A tin atom has taken the place of one nitrogen atom in boron nitride, and the cell carries one extra electron. The table follows the atoms outward from the tin. For each one it lists the electric field gradient at the nucleus, which can be measured by magnetic resonance for boron and nitrogen and by Mössbauer spectroscopy for tin, and the electrostatic potential there.

Ansatz 0.2.0, plane waves, PBE, default PAW datasets, scalar-relativistic, without spin polarisation; cutoff 420 eV, mesh 3x3x3. The system is BN with one N replaced by Sn, charge -1, in a supercell of 36 atoms, with the atoms relaxed in a fixed cell. Vzz is the principal field gradient of largest magnitude, and the asymmetry is (Vxx - Vyy)/Vzz.

```csv
atom,like atoms,distance from the defect (Å),Vzz (1e21 V/m^2),asymmetry,potential at the nucleus less that at the nearest site of the element (V)
Sn19,1,0.00,68.49,0.00,0.00
B10,3,1.82,3.23,0.49,0.00
N20,6,2.61,-4.16,0.19,0.00
B14,3,2.90,2.46,0.04,2.22
B1,1,3.32,2.81,0.00,2.84
N28,3,3.62,-0.74,0.05,0.82
B12,3,3.82,2.92,0.11,1.30
B2,6,4.15,2.76,0.06,2.78
N26,1,4.33,1.08,0.00,0.46
N24,1,4.33,-1.07,0.00,0.62
N32,3,4.40,-0.58,0.03,1.02
N30,3,5.06,-0.40,0.15,1.05
B8,1,5.45,2.77,0.00,2.84
B6,1,5.45,2.71,0.00,2.81
```

### 1. First row: why does tin have by far the largest gradient?

A field gradient measures how unevenly charge is arranged around a nucleus, and each bit of charge counts with the inverse cube of its distance. Charge close to the nucleus therefore dominates. The valence p electrons of a heavy atom dip deep into the core, where the nuclear charge is poorly screened, so the same unevenness among them gives a far larger gradient than it would in a light atom. Tin's $V_{zz}$, the largest principal component, is about 21 times that of the neighbouring boron B10. The ratio mainly compares two kinds of atom and is no measure of how fast the defect's influence fades.

The sign carries information too. Electrons gathered along an axis make the gradient along that axis negative, while electrons gathered around it make it positive. At tin the axis is the layer normal, and the value is positive, so p density lies more in the plane than above and below it. This speaks against a picture in which a filled lone pair standing upright on the tin dominates.

### 2. Second row: why is the asymmetry zero at tin but 0.49 at B10?

The asymmetry compares the two smaller components of the gradient and vanishes when they are equal. Tin sits on a threefold axis: a turn by 120° leaves its surroundings unchanged, so the gradient can't be larger along one direction in the plane than along another. B10 has one tin and two nitrogen neighbours, and its in-plane directions differ. Tin attracts electrons less strongly than nitrogen does, so the boron–tin bond should leave more charge near the boron than the other two bonds do.

The column of like atoms lets a reader apply this rule all the way down. In this cell, a site with no like partners is carried onto itself by every symmetry operation, the threefold turn included. All six such sites have zero asymmetry, and every site with partners has a finite one. If the tin moved straight out of its layer, the axis would survive and tin's zero with it; a sideways shift would destroy both.

### 3. From B10 down to B2: does the boron gradient fade with distance?

It does not: even undisturbed boron nitride gives boron a gradient, and the defect only raises or lowers it. The order by distance also mixes two layers, which have to be separated first. The cell is 6.636 Å high and holds two layers, so B1, at 3.32 Å, lies directly above the tin. B10, B14 and B12 belong to the tin's own layer, while B1, B2, B8 and B6 belong to the other one. In the other layer the boron values differ by only 0.10 (in the table's unit of $10^{21}$ V/m²), in the tin layer by 0.77.

Boron in the other layer has a mean $V_{zz}$ of 2.76, which serves here as a stand-in for undisturbed material. Against it, B10 is higher by 0.47, B14 lower by 0.30 and B12 higher by 0.16. The deviations shrink outward but alternate in sign, unlike the one-signed tail of a point charge. They look like a rearrangement of bonds passed along the layer, where atoms are joined by strong bonds; between the layers there are none. This reading is tentative, since it rests on three values and B12 is equally far from two tin atoms, one of them a periodic image.

Boron's steady positive value has a simple origin. Three bonds fill its in-plane p orbitals in part, while the upright p orbital holds less charge. This imbalance is built into flat boron nitride, and here the defect only modifies it. The size of boron's gradient is therefore a rather dull witness of what happens nearby; the asymmetry at B10 is a sharper one.

### 4. N26 and N24: how can two atoms at the same distance have opposite gradients?

Both nitrogen atoms lie 4.33 Å from the tin, yet one has $V_{zz}=1.08$ and the other $-1.07$. No law that depends on distance alone can separate them. Each is equally far from three tin atoms, the original and two periodic images, and three bare charges of $-1$ at that distance would give both the same gradient of about 0.05. The two differ in their bonding partners: one is bound to three B14 atoms, the other to three B12 atoms, and question 3 showed that these two kinds of boron are disturbed in opposite directions. This is the likely source of the contrast, though the run doesn't isolate it.

Nitrogen's gradient changes sign so easily because its p orbitals are all well filled, and almost equally. The upright orbital holds most of a lone pair, and the bonds in the plane are drawn towards nitrogen as well. The gradient is what remains when two large contributions nearly cancel, so a small transfer of charge can reverse its sign.

The size of that transfer can be estimated. If $N_z$ is the number of p electrons along the layer normal and $N_x$, $N_y$ are those in the plane, then

$$V_{zz}\approx-\frac{4}{5}\,\frac{e\,\langle r^{-3}\rangle}{4\pi\varepsilon_0}\left[N_z-\frac{N_x+N_y}{2}\right].$$

Here $e$ is the elementary charge, $\varepsilon_0$ the vacuum permittivity and $\langle r^{-3}\rangle$ the mean inverse cube of the electron's distance from the nucleus. For the 2p shell of a free nitrogen atom this mean is roughly 3.1 in atomic units (a recalled value), and one atomic unit of field gradient is about 9.7 in the table's unit. One whole electron of imbalance thus gives $0.8\times3.1\times9.7\approx24$. The two atoms differ by $1.08+1.07=2.15$, and $2.15/24\approx0.09$.

So a shift of the order of a tenth of an electron is enough to turn one value into the other. The same formula with boron's smaller $\langle r^{-3}\rangle$, roughly 0.78, asks for an imbalance of about half an electron to produce boron's usual gradient. The estimate ignores the response of the core and the charge on neighbouring atoms, so only its order of magnitude counts. It still helps to explain why nitrogen's gradient changes sign in the table while boron's stays between 2.46 and 3.23: a shifted electron counts about four times as much at nitrogen, and there it acts on a small remainder.

### 5. Last column: does the potential show where the extra electron sits?

Only roughly. Negative charge lowers the potential, so sites near it should have low values. The column has a separate zero for each element, which means that boron may be compared only with boron and nitrogen only with nitrogen. For both elements the tin layer lies lower on average than the other layer, by 1.6 V for boron and 0.8 V for nitrogen. This suggests that the extra negative charge is mainly in the tin layer.

Two extreme pictures help to read these steps. In the first, the electron is smeared evenly over the tin layer, and a uniform positive background balances it. The field is strongest at the layer and falls evenly to zero halfway to the layer's next image, which gives a step of $ec/(8\varepsilon_0A)$, with $c$ the height and $A$ the base area of the cell. This is 3.1 V without screening. The calculated steps are about a half and a quarter of it; screening should reduce them, but a single screening factor can't produce both, so local bonding or an uneven spread of charge within the layer must contribute.

In the second picture the electron sits as a point on each tin atom. Without screening, B1, right above the tin, would then lie 1.4 V below the distant B8. In the table the two are equal, although nitrogen in the same layer does keep a small dip, rising by 0.23 V from N28 to N30. Within the tin layer the evidence is mixed. The nearest boron and nitrogen atoms, B10 and N20, have the lowest potentials, as a charge on the tin would give, though B10 is also bonded to the tin. Yet B12 lies lower than B14 although it is farther from the tin, which is the reverse. An evenly charged layer thus accounts for the nearly equal boron values in the other layer but not for the differences within the tin's own, and a point charge that is strongly screened could also look flat from the other layer.

### 6. The last rows: what would change with a larger cell, another charge or another element?

A larger cell would first change the sites that owe their symmetry to the periodic images. N26 and N24 have zero asymmetry because each is surrounded evenly by three tin atoms. Around a single, isolated tin each would become one of three like atoms, off any threefold axis, and would acquire a finite asymmetry. B8 and B6 would likewise lose their threefold axis, so the end of this table is the midpoint between defects and not the undisturbed crystal.

The charge matters because it completes the electron count. Tin brings four valence electrons and the extra charge a fifth, as many as the nitrogen atom it replaced, so all electrons can pair. The run assumes that they do; a state with unpaired electrons was not tested. The neutral defect would have an odd number of electrons, and a calculation without spin polarisation, adequate for paired electrons, would no longer describe it properly. Carbon in place of tin would keep the count, but its p electrons lack the inner lobes that tin's have close to a highly charged nucleus. Their mean inverse cube of the distance is therefore smaller, and the gradient at the centre should be much smaller too.

### 7. The whole table: which digits can be trusted?

The zeros in the asymmetry column are the firmest entries, since symmetry dictates them as long as the tin stays on its threefold axis. Whether it would rather pucker out of the layer along that axis was not tested. That question is a real one, because the tin is tightly squeezed. The atoms were relaxed, but the cell was held: B10 has moved out to 1.82 Å from the host's bond length of 1.44 Å, and the cell remains under a pressure of some 39 GPa in the plane.

Tin's 68.49 belongs to this flat, squeezed geometry, and a puckered tin could have quite another value. Even for the flat one the decimals mean little, because spin–orbit coupling was left out and matters most for the heaviest atom. A weak point for all the atoms is the mesh of electron wave vectors. The gap is only about half an electronvolt, and in such a case gradients shift when the mesh is refined. The spread of 0.10 among boron atoms of the other layer therefore deserves no explanation, whereas the contrast between N26 and N24 is some twenty times larger. It is the safer result, although nitrogen is also the more sensitive atom and only a finer mesh could confirm its values.
